**Squeezing white tin**

A pressure of 1 GPa acting through 1 Å³ does about 6 meV of work, a quarter of the thermal energy kT at room temperature. That conversion links the mechanical columns below. White tin is a tetragonal metal; here its cell is scaled evenly in all directions, so the ratio of height to width stays fixed. V/V(given) is the volume relative to the measured cell, and Vzz measures how steeply the electric field changes with position at a nucleus.

White tin (I4_1/amd), measured cell (COD) scaled at fixed shape, computed with Ansatz 0.2.0 using PBE, scalar-relativistic, without spin. All-electron LAPW (basis error 0.5 meV/atom), all-electron PAW and frozen-core PAW (420 eV) share a 15×15×15 k mesh and 0.05 eV Fermi-Dirac smearing. Pressure is positive in compression; Vzz is the principal field gradient of largest size.

```csv
V/V(given),volume (Å³/atom),"pressure, LAPW (GPa)","energy above the lowest row, LAPW (meV/atom)","largest Vzz, all-electron PAW (1e21 V/m^2)","largest Vzz, PAW (1e21 V/m^2)"
0.9400,25.43,6.92,57.8,4.83,4.79
0.9405,25.44,6.88,57.2,4.82,4.79
0.9600,25.97,5.33,37.1,4.76,4.72
0.9800,26.51,3.92,21.5,4.68,4.64
0.9900,26.78,3.27,15.5,4.64,4.60
1.0000,27.05,2.65,10.5,n/a,4.56
1.0100,27.32,2.07,6.5,4.56,4.52
1.0200,27.59,1.52,3.5,4.53,4.49
1.0400,28.13,0.50,0.1,4.45,4.41
1.0600,28.67,-0.40,0.0,4.39,4.35
```

**(a) At which volume would this crystal be at rest?**

*Solution.* The pressure decides. It changes sign between rows 1.04 and 1.06, and interpolation puts zero at about 28.4 Å³ per atom. The energies agree: these two rows differ by only 0.1 meV/atom, as expected when the minimum lies about midway between them.

The resting volume is about 5% above the measured one. Thermal expansion and zero-point motion are absent from the calculation, but both would normally enlarge the computed volume further. The likely main cause is the known tendency of PBE to make such crystals too large, although spin-orbit coupling and relaxation of the shape are missing too.

**(b) How much energy does compression from row 0.98 to row 0.96 cost, judged from pressure alone?**

*Solution.* Pressure is the slope of energy against volume, P = −dE/dV, so the cost is the mean pressure times the volume removed. The mean of 3.92 and 5.33 GPa is 4.63 GPa, and the volume shrinks by 0.54 Å³ per atom. Their product is 2.5 GPa Å³; since 1 eV/Å³ is about 160 GPa, this is close to 16 meV/atom.

The energy column gives 37.1 − 21.5 = 15.6 meV/atom. Over the whole range the two routes also agree, at about 58 meV/atom. This shows that the computed stress and energy belong together; it does not test whether PBE describes real tin well.

**(c) Why does each further squeeze need more pressure than the last?**

*Solution.* The bulk modulus B = −V dP/dV is the pressure needed per fractional loss of volume. Murnaghan's model lets it rise linearly with pressure, B = B₀ + B′P. Fitted to the pressures of all ten rows, it gives 48 GPa at rest and 79 GPa at row 0.94, as the output after this text shows. The fit describes this range well, but it does not explain the stiffening.

Part of the explanation is confinement. Electrons held in a smaller volume have shorter wavelengths and more kinetic energy, which for free electrons grows as V^(−2/3). In the frozen-core PAW runs, the occupied valence band widens between rows 0.99 and 0.9405 with a power of about 0.69, close to that law. Electrostatic attraction grows only as V^(−1/3), so kinetic energy gains the upper hand on compression.

This two-term picture is still too simple. For an energy made of two powers V^(−m) and V^(−n), B′ at zero pressure is m + n + 2, which here gives 3; the fit gives about 4.5. A repulsion that rises more steeply is probably missing. A plausible source is the ion cores, which leave the valence electrons less room than the cell volume suggests, but the calculation does not separate that effect.

**(d) Rows 0.9400 and 0.9405 are close together. Do they give the best local bulk modulus?**

*Solution.* With the printed digits they give a poor one: about 102 GPa, against 79 GPa from the fitted curve. The volume step appears as 0.01 Å³ but is really nearer 0.014 Å³, and a ratio of small differences magnifies that rounding. With the unrounded pressures and volumes of the same runs, the pair also gives 79 GPa.

Close spacing therefore helps only when enough digits are kept. From a rounded table, wider steps are safer: rows 0.96 and 0.98 give about 69 GPa, in agreement with the fitted curve between them.

**(e) Why does the field gradient grow on compression, and do the neighbouring ions explain it?**

*Solution.* Begin with fixed point charges. The potential of a charge falls as 1/r, so its second derivative, the field gradient, falls as 1/r³. When all distances shrink in proportion, r³ follows the volume and Vzz must grow as 1/V. From row 1.06 to row 0.94 that would be a rise of about 13%.

The PAW value rises by only 10%, and a power law fitted to all ten rows gives roughly V^(−0.8). The 1/V law thus gives the right direction but overstates the rise. Nor does the rough agreement show that the neighbouring ions are the source: their own contribution was not calculated, and any charge cloud that shrank in proportion with the cell would follow the same law. In a metal with p electrons, much of Vzz normally comes from the atom's own p charge being distributed unequally along and across the axis. Close to the nucleus that charge is shaped mainly by the atom itself and is not expected to shrink in proportion with the cell, so its share of Vzz need not follow 1/V. The balance along and across the axis may also shift on compression; the size of either effect is unknown here, because the contributions were not separated.

Grey tin makes a useful contrast. Its atoms sit at sites of tetrahedral symmetry, where the contributions from different directions cancel exactly. Uniform compression keeps that symmetry, so its Vzz would stay zero however close the atoms came. Uniform compression can amplify an existing field gradient, but it cannot create one where the symmetry of the site forbids it.

**(f) What would change if the cell could also alter its shape?**

*Solution.* The pressure column is an average over directions. At row 1.04 the stress in the plane is 0.81 GPa, while along the axis it is −0.10 GPa, a slight pull inward. The crystal pushes outward more strongly sideways than along its axis, so at fixed volume it would lower its energy by becoming wider and shorter.

The imbalance is about 1 GPa and is somewhat larger at row 0.9405 than at row 1.04. These rows therefore do not follow the path of a sample in a fluid, where the pressure is equal in all directions. Relaxing the shape would also change Vzz, which depends directly on the unevenness of the surroundings; by how much has not been calculated.

**(g) What belongs in the empty Vzz cell, and how many digits of Vzz can be trusted?**

*Solution.* The all-electron PAW values on either side of row 1.00 are 4.64 and 4.56, in units of 10²¹ V/m². Their mean, 4.60, is a sound interpolation because the column varies smoothly. It also fits the steady difference between the two methods: the all-electron value is higher by 0.03 to 0.04 wherever both exist, which is less than 1%.

That small difference supports the trend, since both methods give a rise of about 10%. It does not establish the absolute value to 1%. Both methods use the same functional and the same k mesh, and both omit spin-orbit coupling, so they can share an error. In a metal Vzz moves with the k mesh, and no test with a denser mesh is shown. The second decimal is useful for comparing rows within one column; as a prediction for real tin, even the first decimal is untested here.

Output of the analysis:

```
Volume at zero pressure, interpolated (angstrom^3/atom): 28.43
Zero-pressure volume above the measured-cell volume (%): 5.102
Integral of P dV from first to last row (meV/atom): 57.84
Fall of energy from first to last row (meV/atom): 57.8
Largest miss of P dV against energy in one step (meV/atom): 0.1693
Estimated height of row 1.04 above the minimum (meV/atom): 0.4681
Estimated height of row 1.06 above the minimum (meV/atom): 0.2996
fit of P_LAPW on 10 rows: constant -10.54 +/- 0.0089, coefficient of (Vz/V)**s 10.53 +/- 0.0067, s 4.533; rms 0.00402, worst 1.04 0.00658, leave-one-out rms 0.00777
Bulk modulus at zero pressure, Murnaghan (GPa): 47.8
Bulk modulus at row 0.94, Murnaghan (GPa): 79.17
Bulk modulus from rows 0.9400 and 0.9405, table digits (GPa): 101.7
Same bulk modulus from the longer outputs (GPa): 78.87
Occupied valence width at row 0.9405 (eV): 11.64
Occupied valence width at row 0.99 (eV): 11.24
Power of 1/V in the valence width, two rows: 0.6945
Free-electron width at row 0.9405, 4 electrons per atom (eV): 10.62
fit of log(Vzz_PAW) on 10 rows: constant 4.205 +/- 0.027, coefficient of log(V) -0.8151 +/- 0.0083; rms 0.000901, worst 1.04 0.00149, leave-one-out rms 0.00115
Rise of PAW Vzz from row 1.06 to row 0.94 (%): 10.11
Rise for fixed-shape point charges (%): 12.74
Power of 1/V in all-electron PAW Vzz, end rows: 0.7965
Mean excess of all-electron PAW Vzz (1e21 V/m^2): 0.03889
Mean excess of all-electron PAW Vzz (%): 0.8492
Missing all-electron Vzz at row 1.00, mean of neighbours (1e21 V/m^2): 4.6
In-plane less axial stress at row 0.9405 (GPa): 1.201
In-plane less axial stress at row 0.99 (GPa): 1.044
In-plane less axial stress at row 1.04 (GPa): 0.9083
```
